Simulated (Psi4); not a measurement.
## How methods differ on CH5InSe (SMILES C[Se][InH2])

The species is CH5InSe (8 atoms), meant as a singlet with charge 0. As SMILES, `C[Se][InH2]`. Geometry: optimised at PBE0/def2-TZVP.

Each level gives the dipole moment (D). The values are calculated.

```json
{"level": "PBE-D4/def2-TZVPP (density fitting, core potential)", "kind": "GGA", "program": "Psi4", "value (D)": "1.27", "CPU time": "46 s"}
{"level": "r2SCAN-D4/def2-TZVPP (density fitting, core potential)", "kind": "meta-GGA", "program": "Psi4", "value (D)": "1.41", "CPU time": "98 s"}
{"level": "B3LYP-D4/def2-TZVPP (density fitting, core potential)", "kind": "global hybrid", "program": "Psi4", "value (D)": "1.33", "CPU time": "40 s"}
{"level": "PBE0-D4/def2-TZVPP (density fitting, core potential)", "kind": "global hybrid", "program": "Psi4", "value (D)": "1.41", "CPU time": "44 s"}
{"level": "wB97M-V/def2-TZVPP (density fitting, core potential)", "kind": "range-separated hybrid", "program": "Psi4", "value (D)": "1.44", "CPU time": "94 s"}
```

The values span 1.27 to 1.44 D. Magnitudes only. CPU times are rough (shared hosts, several kinds of processor and program).

All five functionals describe a moderately polar molecule, and their disagreement is small compared with the dipole itself. Selenium and the hydridic hydrogens both draw density from the electropositive indium. Because they sit on different sides of the metal, their bond contributions partly cancel, which probably keeps the total modest despite the polar bonds. Donation from a selenium lone pair into the formally empty p orbital on indium would further offset the σ polarisation.

PBE gives the smallest value, 1.27 D, and wB97M-V the largest, 1.44 D, but the order does not simply follow the functional class. Going from PBE to PBE0 raises the dipole, possibly because exact exchange curbs this back-donation, yet r2SCAN matches PBE0 at 1.41 D without any, and the hybrid B3LYP falls below both. The agreement between r2SCAN and PBE0 therefore doesn't establish that either is accurate. Nor does the molecular value carry over to the condensed phase, where three-coordinate indium tends to associate through selenium bridges that would redistribute the charge.
